**Naming five molecules from their frontier levels**

Each lettered row below belongs to one of the five listed molecules. The HOMO is the highest filled orbital level and the LUMO the lowest empty one. The gap is their difference and brings no independent evidence, so the names have to come from two levels and a dipole moment.

Gas-phase molecules of C, F, H and N, computed with Ansatz 0.2.0 at PBE0-D4/def2-TZVP geometries. Orbital levels and gaps are from PBE0-D4/def2-TZVPP, dipole moments from B3LYP-D4/def2-TZVPP. Bond counts, where listed, include single bonds only. Candidates: NC(N)(N)F, FC1N=C=N1, N=CC(F)F, NC=C(F)F, CC=C(N)F.

```tsv
row	HOMO (eV)	LUMO (eV)	gap (eV)	dipole (D)
A	-6.98	0.80	7.78	2.17
B	-6.05	0.87	6.93	2.21
C	-8.44	-1.12	7.32	1.82
D	-6.16	0.93	7.09	2.19
E	-8.45	-2.31	6.14	2.47
```

Twelve other molecules, computed in the same way, serve as named references. Their HOMO and LUMO, in that order and in eV, are:

- enamines, with an amine nitrogen on a C=C bond: FC1=C(F)N1 (-6.44, 0.34), FC1=CCN1 (-6.51, 1.01), NC=C(N)F (-5.77, 0.94)
- other amines: NC1(F)C=C1 (-7.56, -0.20), FCNCF (-8.20, 1.17)
- molecules with a C–N multiple bond: CC(=N)F (-8.42, 0.22), CN=CF (-8.07, 0.12), N#CC=CF (-8.33, -1.59), C=NC(=N)F (-8.63, -2.10), C=CC(=N)F (-8.10, -1.48), CC=NCF (-7.70, -0.47)
- a ketenimine, with adjoining C=N and C=C bonds: N=C=CF (-6.87, -1.21)

**The empty level separates two rows from three**

The LUMO lies clearly below zero in C and E and above zero in A, B and D. Nitrogen holds electrons more tightly than carbon does, so the empty π level of a C=N bond can lie low, whereas saturated amines and amines on a C=C bond have no such level. The named molecules bear this out: without a C–N multiple bond, none has a LUMO below -0.20 eV. The reverse does not hold, since CC(=N)F and CN=CF have a C=N bond and yet a LUMO slightly above zero. The sorting does not need it: the three candidates without a C–N multiple bond must fill the three high rows. C and E are therefore the imine N=CC(F)F and the ring FC1N=C=N1, in one order or the other. Positive LUMOs depend on the basis set, so only their contrast with the clearly negative ones is used here.

The HOMOs of C and E are practically equal and cannot order the pair. An imine among the named molecules, CC=NCF, has its LUMO at -0.47 eV. It carries one fluorine, on the carbon next to nitrogen, and a methyl group that donates electrons. N=CC(F)F has two fluorines and no methyl group, so its LUMO should lie somewhat lower. C lies 0.65 eV below CC=NCF, a plausible size for such an effect, while E lies 1.84 eV below it. Among the named molecules only C=NC(=N)F, with two conjugated C=N bonds, comes near E, at -2.10 eV, and N=CC(F)F has just one double bond.

The ring is bonded differently from these imines. Its formula suggests a carbodiimide, whose N=C=N unit prefers to be straight, but the computed geometry has an N–C–N angle of only 73° and brings the two nitrogens within 1.65 Å of each other. The carbon between them has no third neighbour and resembles a carbene, a carbon with an unfilled valence orbital. That orbital is one possible home for a low LUMO; the antibonding level of the long N–N contact is another. Either could put the ring's LUMO well below that of a plain imine, though this reasoning does not say how far. Since E lies too low for an imine with one double bond and C does not, E is probably the ring and C the imine.

**The filled level picks out the enamines**

In an enamine, an amino group sits on a C=C bond. The nitrogen lone pair and the filled π level of the double bond mix, and one combination is pushed down, the other up. The upper one becomes the HOMO. In an imine, the nitrogen lone pair lies in the plane of the double bond, where it cannot mix with the π level in this way.

A simple model gives enamines one average HOMO and other molecules another. It was fitted to eleven of the named molecules listed above: the three enamines and eight others. N=C=CF was left out because its nitrogen and C=C bond share one cumulated chain; its HOMO, at -6.87 eV, fits neither group well. The average for the eight others is -8.13 eV and an enamine adds 1.89 eV, so the estimate for an enamine, which is simply the average of the three, is

$$-8.13+1.89=-6.24\ \text{eV}.$$

B and D, which took no part in the fit, lie within 0.2 eV of this value. The enamine average rests on only three molecules, two of them strained rings.

Row A exposes the model's weakness. Its HOMO at -6.98 eV is closer to the enamine average than to the other one, yet only two candidates are enamines. The choice can be tested by adding up how far A, B and D lie from the averages of their groups. With A as the triamine NC(N)(N)F and the other two as enamines, the misses are 1.15, 0.19 and 0.08 eV, or 1.42 eV in all. With B as the triamine and A as an enamine, they are 0.74, 2.08 and 0.08 eV, or 2.90 eV in all. This favours A as the triamine. Part of the large miss may come from the comparison group. Six of the eight molecules behind the lower average have a C–N multiple bond, and a lone pair on such a nitrogen has more s character and is held more tightly than one on an amine nitrogen. This cannot be the whole cause, since the saturated amine FCNCF also has a low HOMO, at -8.20 eV. There the two fluorines probably hold the level down, while in the triamine mixing among the three lone pairs may push it up.

B and D remain ambiguous. Their HOMOs differ by 0.11 eV, less than the model can resolve, and the dipoles of A, B and D agree within 0.04 D. A methyl group donates electrons and should raise the HOMO, which tips the choice towards CC=C(N)F for B and NC=C(F)F for D. This is a preference, since the position of the amino group relative to fluorine changes as well. Each molecule was also computed in only one conformer, not always the lowest, and a turn of the amino group could shift the HOMO enough to blur so small a difference.

**The names**

The rows with their labels:

```tsv
SMILES	formula	heavy atoms	bonds C-F	bonds H-C	bonds H-N	bonds C-N	HOMO (eV)	LUMO (eV)	gap (eV)	dipole (D)
N=C=CF	C2H2FN	4	1	1	1	0	-6.87	-1.21	5.66	1.93
CC(=N)F	C2H4FN	4	1	3	1	0	-8.42	0.22	8.65	3.39
CN=CF	C2H4FN	4	1	4	0	1	-8.07	0.12	8.18	0.27
FC1=C(F)N1	C2HF2N	5	2	0	1	2	-6.44	0.34	6.79	1.40
FC1N=C=N1	C2HFN2	5	1	1	0	2	-8.45	-2.31	6.14	2.47
N#CC=CF	C3H2FN	5	1	2	0	0	-8.33	-1.59	6.74	2.92
C=NC(=N)F	C2H3FN2	5	1	2	1	1	-8.63	-2.10	6.53	3.11
N=CC(F)F	C2H3F2N	5	2	2	1	0	-8.44	-1.12	7.32	1.82
NC=C(F)F	C2H3F2N	5	2	1	2	1	-6.16	0.93	7.09	2.19
C=CC(=N)F	C3H4FN	5	1	3	1	0	-8.10	-1.48	6.62	1.36
FC1=CCN1	C3H4FN	5	1	3	1	2	-6.51	1.01	7.53	1.83
NC1(F)C=C1	C3H4FN	5	1	2	2	1	-7.56	-0.20	7.36	1.06
FCNCF	C2H5F2N	5	2	4	1	2	-8.20	1.17	9.37	2.98
NC=C(N)F	C2H5FN2	5	1	1	4	2	-5.77	0.94	6.72	1.68
CC=C(N)F	C3H6FN	5	1	4	2	1	-6.05	0.87	6.93	2.21
CC=NCF	C3H6FN	5	1	6	0	1	-7.70	-0.47	7.23	3.24
NC(N)(N)F	CH6FN3	5	1	0	6	3	-6.98	0.80	7.78	2.17
```

All five assignments are correct, including the uncertain choice between B and D. B3LYP gives the same order and the same small difference for that pair, so the order is not peculiar to PBE0. The agreement does not make the methyl argument a firm rule.

With the names known, the ring's other computed levels can be consulted too. It has a second low empty level at -1.98 eV, not far above its LUMO. Two such levels would suit the two origins proposed, the carbene-like carbon and the long N–N contact, but the shapes of the orbitals have not been examined, so neither origin is confirmed.

The full table also hints that the position of fluorine matters. In CC(=N)F, fluorine sits on the C=N carbon and the LUMO is at 0.22 eV; in N=CC(F)F, the fluorines sit one carbon further away and it is at -1.12 eV. The two molecules also differ in their number of fluorines, but theory offers a reason for the contrast: a directly attached fluorine donates a lone pair into the π system and raises the empty level, while a more distant one mainly withdraws electrons. Conjugation with a second double bond can override the donation, as in C=CC(=N)F, where the LUMO falls to -1.48 eV.

The printed analysis that follows contains the fit and the comparisons used here.

The analysis program printed:

```
fit of homo on 11 rows ((hid < 0.5) & (cumu < 0.5)): constant -8.126 +/- 0.13, coefficient of enam 1.886 +/- 0.25; rms 0.334, worst NC1(F)C=C1 -0.566, leave-one-out rms 0.418
  rows outside the fit (model, value, miss): N=C=CF -8.126, -6.87, -1.26; FC1N=C=N1 -8.126, -8.45, 0.324; N=CC(F)F -8.126, -8.44, 0.314; NC=C(F)F -6.24, -6.16, -0.08; CC=C(N)F -6.24, -6.05, -0.19; NC(N)(N)F -8.126, -6.98, -1.15
highest HOMO of labelled enamines, eV: -5.77
lowest HOMO of labelled enamines, eV: -6.51
highest HOMO of the other labelled rows without the ketenimine, eV: -7.56
lowest LUMO of labelled rows without C-N multiple bond, eV: -0.2
LUMO of difluoromethyl imine less that of labelled simple imine CC=NCF (row 15), eV: -0.65
LUMO of the ring less that of the same simple imine, eV: -1.84
HOMO of difluoromethyl imine less HOMO of the ring, eV: 0.01
HOMO of methyl enamine less HOMO of difluoro enamine, PBE0, eV: 0.11
the same HOMO difference in B3LYP, eV: 0.11
HOMO of triamine less HOMO of difluoro enamine, eV: -0.82
HOMO of triamine less HOMO of the labelled saturated amine FCNCF, eV: 1.22
spread of the dipoles of triamine and two enamines, D: 0.04
summed HOMO misses of the three with true names, eV: 1.416
summed HOMO misses with triamine and methyl enamine exchanged, eV: 2.896
N-N distance in the ring, angstrom: 1.652
mean distance from bare ring carbon to nitrogen, angstrom: 1.383
N-C-N angle at the bare ring carbon, degrees: 73.34
second empty level of the ring above its LUMO, eV: 0.3319
```
